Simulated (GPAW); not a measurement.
# Static electronic dielectric constant of CdWO4 along x: LDA response with RPA, ALDA and Bootstrap kernels, and its numerical settings

I have to decide where to spend processor time before I use an ε∞ of CdWO4, a scintillator whose refractive index governs how light leaves the crystal. The question is which setting moves the result most: the kernel, the k mesh, the number of bands, the local-field cutoff or a scissors shift. The quantity is the static dielectric constant with clamped ions and the field along x. I measure most changes against one row, LDA with RPA response, a 6×4×6 mesh, 99 bands and a 60 eV local-field cutoff, which gives 4.58. A measured ε∞ is not compared here, so the differences speak of sensitivity and not of accuracy.

## Calculations

The measured cell of a diffraction database, fixed. GPAW 26.7.0, plane waves with PAW (cutoff 450 eV), no spin polarisation, no spin-orbit coupling, clamped ions. Each name gives functional, response level, k mesh, size of the sum over states, local-field cutoff and any scissors shift of the empty bands; line broadening 0.1 eV. The smallest direct gap met on these meshes is 2.92 eV. All ran on Arm Neoverse V2, shared with other work, so times are rough.

Notes on method and selection:

- Spin-orbit coupling is left out; with atoms heavier than cadmium it mostly narrows gaps and raises ε∞.
- Meshes coarser than about 0.2 1/Å can put ε∞ too high by tens of per cent where the direct gap is small.
- Runs that did not converge, have known faults or may not be shown are not listed, and runs on Ansatz's PAW sets soft_1 and soft_2 are kept to separate tables.

Columns:

- bands: bands in the sum.
- scissors (eV): scissors shift.
- k spacing (1/Å): k-point spacing.
- ε∞: real dielectric constant at zero frequency, field along x.
- cost (core-s): processor time of the response step.

## Numbers

| member | bands | local-field cutoff (eV) | scissors (eV) | k spacing (1/Å) | ε∞ | cost (core-s) |
| --- | --- | --- | --- | --- | --- | --- |
| LDA, RPA, 6×4×6, 99 bands, 20 eV | 99 | 20 | 0 | 0.27 | 4.67 | 110 |
| LDA, RPA, 6×4×6, 99 bands, 60 eV | 99 | 60 | 0 | 0.27 | 4.58 | 140 |
| LDA, Bootstrap, 6×4×6, 99 bands, 60 eV, scissors 1 eV | 99 | 60 | 1 | 0.27 | ? | 140 |
| LDA, RPA, 6×4×6, 99 bands, 120 eV | 99 | 120 | 0 | 0.27 | 4.51 | 430 |
| LDA, ALDA, 6×4×6, 99 bands, 60 eV | 99 | 60 | 0 | 0.27 | 4.64 | 200 |
| LDA, RPA, 2×2×2, 99 bands, 60 eV | 99 | 60 | 0 | 0.62 | 4.64 | 28 |
| LDA, RPA, 6×4×6, 66 bands, 60 eV | 66 | 60 | 0 | 0.27 | 3.97 | 67 |
| LDA, RPA, 6×4×6, 99 bands, 60 eV, scissors 1 eV | 99 | 60 | 1 | 0.27 | 4.16 | 140 |

Cells marked ? are withheld until the estimate has been made.

## The trend and its physics

Among the values shown so far, the number of bands matters most. Going from 66 to 99 bands raises ε∞ by 4.58 − 3.97 = 0.61. At zero frequency every added empty band contributes with the same sign, so a short sum gives too small a response. By a rough count of valence electrons about 50 bands are filled, which leaves only some 16 empty ones in the shorter sum. Two points do not show convergence, and still more bands should raise the value further.

The scissors shift comes next. Moving the empty bands up by 1 eV lowers ε∞ by 4.58 − 4.16 = 0.42, because larger transition energies make the electrons harder to polarise. If ε∞ − 1 varies as 1/E, with one mean transition energy E and fixed dipole matrix elements, then E = (4.16 − 1) / 0.42 = 7.5, in eV for a shift of 1 eV. This lies far above the smallest direct gap of 2.92 eV, so the response draws on a wide range of transitions and not mainly on the band edges.

That also makes the weak dependence on the mesh plausible. The 2×2×2 mesh gives 4.64, only 0.06 above the reference, although its spacing is 0.62 1/Å. The large errors known from coarse meshes belong to small direct gaps. The coarse mesh costs a fifth of the time (28 / 140 = 0.20), so I would use it to test longer band sums.

Raising the local-field cutoff from 20 to 60 and 120 eV lowers ε∞ from 4.67 to 4.58 and 4.51. Shorter-wavelength induced fields are then admitted, and they oppose the polarisation. The last step of 0.07 is nearly as large as the first, so the cutoff is not converged to better than that.

ALDA raises the RPA value by 0.06. Its exchange-correlation kernel is attractive but lacks the long-range part that acts strongly on a uniform field.

## A prediction

Plain estimates from the members shown:

- LDA, Bootstrap, 6×4×6, 99 bands, 60 eV, scissors 1 eV, mean of the 7 members shown: 4.45 , standard deviation 0.26

The mean of the shown members mixes different settings, so I start instead from the RPA row with the same scissors shift, 4.16, which differs from the withheld member only in the kernel. The Bootstrap kernel adds a long-range attraction between electron and hole, which must raise ε∞. Its strength is set by the inverse of the dielectric constant that it produces itself.

With X = ε∞(RPA) − 1, that is 4.16 − 1 = 3.16, and local fields counted only through X, the condition is ε = 1 + X / (1 − 1/ε), or (ε − 1)² = Xε. With 2 + X, that is 2 + 3.16 = 5.16, the solution is ε = (5.16 + √(5.16² − 4)) / 2 = 4.96, a rise over RPA of 4.96 − 4.16 = 0.80.

No other Bootstrap row is shown on which to try this, and the ALDA row cannot stand in for one, since its kernel has no such long-range part.

The main uncertainty is the treatment of local fields. The kernel is scaled by the response without them, which is larger than X and weakens the attraction. Against this, the kernel also reduces the local fields themselves, which raises ε∞. To size the error I make the scaling response 20 % larger than X, a rough magnitude for local fields in an oxide. The result is then 1 + 3.16 / (1 − 1/(1.2 × 4.82)) = 4.82, lower by 0.14, and I take that difference as one standard deviation.

**Committed estimate, LDA, Bootstrap, 6×4×6, 99 bands, 60 eV, scissors 1 eV: ε∞ = 4.96 ± 0.14.**

## Outcome

| member | bands | local-field cutoff (eV) | scissors (eV) | k spacing (1/Å) | ε∞ | cost (core-s) |
| --- | --- | --- | --- | --- | --- | --- |
| LDA, Bootstrap, 6×4×6, 99 bands, 60 eV, scissors 1 eV | 99 | 60 | 1 | 0.27 | 4.80 | 140 |

| member | estimate | ε∞ | computed | estimate − computed | miss in error bars |
| --- | --- | --- | --- | --- | --- |
| LDA, Bootstrap, 6×4×6, 99 bands, 60 eV, scissors 1 eV | committed | 4.96 | 4.80 | +0.16 | 1.1 |
| LDA, Bootstrap, 6×4×6, 99 bands, 60 eV, scissors 1 eV | mean | 4.45 | 4.80 | −0.35 |  |

The estimate of 4.96 ± 0.14 was too high by 0.16, just outside its error bar. It still came closer than the mean of the other members, which was too low by 0.35.

The sign of the kernel effect was right: Bootstrap raises ε∞ above the RPA row with the same scissors shift by 4.80 − 4.16 = 0.64. I had expected 0.80. The likely cause is my choice to count local fields only through the RPA result. The variant with a 20 % larger scaling response gave 4.82, so the miss is consistent in sign and size with that neglect. Because the 20 % was only a rough figure, the close agreement does not measure the local fields.

ALDA raises its own RPA reference by only 0.06, about a tenth of the Bootstrap effect. This is what I expect if the long-range part of the kernel does most of the work on a uniform field.

## Residuals

Against the unshifted RPA reference of 4.58, four of the other rows lie within 0.09, and three stand apart.

The 66-band row is lowest, at 3.97. With 50 filled bands its sum holds only 16 empty ones, against 49 in the reference, and the missing transitions would all add to the static response. I read this row as a truncation error and not as a property of the crystal.

The RPA row with a 1 eV scissors shift lies 0.42 below the reference, because every transition energy has been raised by hand.

The Bootstrap row lies above the reference by 4.80 − 4.58 = 0.22 although it carries the same shift. Its electron–hole attraction adds 0.64, more than the 0.42 that the scissors shift removes. A comparison with the unshifted reference alone would therefore understate the kernel effect by a factor of about three.

## Cost

The cost column covers the response step alone. The bands must first be computed on the chosen mesh, and on both meshes this took several times as long as the RPA response at 60 eV. Within the response step, going from 66 to 99 bands raises the time from 67 to 140 core-s and removes 0.61 of truncation error. A sum beyond 99 bands also needs those further bands to be computed, and the table does not give the price of that. Doubling the local-field cutoff from 60 to 120 eV makes the response step about three times as long (430 / 140 = 3.1) and changes ε∞ by only 0.07; it can use the same bands, so the whole calculation grows by a much smaller factor. The response step on the 6×4×6 mesh takes five times as long as on the 2×2×2 mesh (140 / 28 = 5.0) for a change of 0.06, and with the bands included the ratio is larger still. When I put the coarse mesh at a fifth of the time, ahead of the estimate, I counted the response step only; its full saving is greater, which favours it further for testing longer band sums. Bootstrap shows no surcharge over RPA at the same settings, so its price gives no reason to avoid it.

## What to take away

For this crystal and field direction, the change from RPA to Bootstrap moves ε∞ most, by 0.64 with the 1 eV scissors shift in place. The longer band sum is close behind at 0.61 and the scissors shift third at 0.42, both taken against or within unshifted or RPA rows, so the order of the first two is not firm. The kernel is a choice of physics that costs no extra time here, and I would settle it together with the scissors shift. Processor time I would spend first on testing more empty bands on the 2×2×2 mesh, where both the bands and the response are cheaper. What a longer sum costs in full on the 6×4×6 mesh cannot be read from the table, which leaves out the time for computing the bands. The mesh and the local-field cutoff matter less over the ranges shown. My simple Bootstrap formula overstated the kernel effect by a quarter (0.80 / 0.64 = 1.25), and one case does not tell how it would fare in another oxide.

In optical terms, √ε∞ rises from √4.16 = 2.04 with RPA to √4.80 = 2.19 with Bootstrap, both with the 1 eV shift. This is only an approximate refractive index, since x need not be a principal optical axis in a monoclinic crystal.

The clamped ions leave out the lattice polarisation. In a polar oxide it typically adds several units or more to the low-frequency constant, well above the full range of the table, 4.80 − 3.97 = 0.83, but it does not enter ε∞.
